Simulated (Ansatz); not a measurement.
Ga: pressure and energy change per atom as volume scale varies

All results are calculated (Ansatz 0.2.0). Plane-wave DFT, scalar-relativistic PAW made under PBE with cores redone for the functional, no dispersion; the given relaxed cell is scaled uniformly, energy at zero smearing counts from the unscaled cell, pressure at the given Fermi-Dirac smearing is positive in compression.

The cell before it is scaled or strained (space group P6_3/mmc, No. 194):
```
Ga
1.0
      2.9852     0.0000     0.0000
     -1.4926     2.5853     0.0000
      0.0000     0.0000     9.2805
Ga
4
Direct
  0.00000 0.00000 1.00000
  0.00000 0.00000 0.50000
  0.33333 0.66667 0.25000
  0.66667 0.33333 0.75000
```

Settings of every row: spin polarised no; functional r2SCAN; wave cutoff 500 eV; smearing width 0.1 eV; k mesh 14x14x4.

Atom starting moment: 0 on all atoms.

Limits: the cell comes from a prototype or a list of computed structures and needn't be the stable phase.

```
row  volume scale  V (Å³/atom)  pressure (GPa)  energy change per atom (meV)
  1          0.88       15.757           10.25                         61.84
  2          0.92       16.473            6.07                         25.83
  3          0.96        17.19            2.78                          6.38
  4          1.04       18.622            -1.9                          4.02
  5          1.08       19.338               ?                             ?
  6          1.12       20.055           -4.84                         35.22
```

Question: what pressure and energy change per atom should row 5 give?

Worked fit of pressure. Take u = (V_r/V)^(2/3) − 1 with V_r = 17.19 Å³ an atom, which is twice the finite (Eulerian) strain; such expansions in the strain, on which the Birch-Murnaghan equation of state is built, carry the rest volume and the bulk modulus. The shown rows have u = 0.05975, 0.02881, 0, -0.05195, -0.09766. Least squares give pressure = 2.796 + 106.68 × u + 294 × u² GPa; a straight line predicts inner rows, each left out in turn, worse (root mean square 0.83 against 0.069 GPa). The rows lie off it by 0.03, -0.04, -0.02, 0.05, -0.02 (root mean square 0.034 GPa). The withheld row has u = -0.07549, so the fit gives 2.796 + 106.68 × (-0.07549) + 294 × (-0.07549)² = -3.58 GPa.

The calculation gave -3.54 GPa. The fit lies 0.04 GPa (1.1 % of the value, 0.27 % of the column's range) below it; its largest miss of a shown row is 0.05 GPa.

Worked fit of energy change per atom. Take u = (V_r/V)^(2/3) − 1 with V_r = 17.19 Å³ an atom, which is twice the finite (Eulerian) strain; such expansions in the strain, on which the Birch-Murnaghan equation of state is built, carry the rest volume and the bulk modulus. The shown rows have u = 0.05975, 0.02881, 0, -0.05195, -0.09766. Least squares give energy change per atom = 6.547 + 459.23 × u + 7729.4 × u² meV; a straight line predicts inner rows, each left out in turn, worse (root mean square 22 against 0.62 meV). The rows lie off it by 0.26, -0.36, -0.17, 0.47, -0.20 (root mean square 0.31 meV). The withheld row has u = -0.07549, so the fit gives 6.547 + 459.23 × (-0.07549) + 7729.4 × (-0.07549)² = 15.93 meV.

The calculation gave 16.32 meV. The fit lies 0.39 meV (2.4 % of the value, 0.67 % of the column's range) below it; its largest miss of a shown row is 0.47 meV.
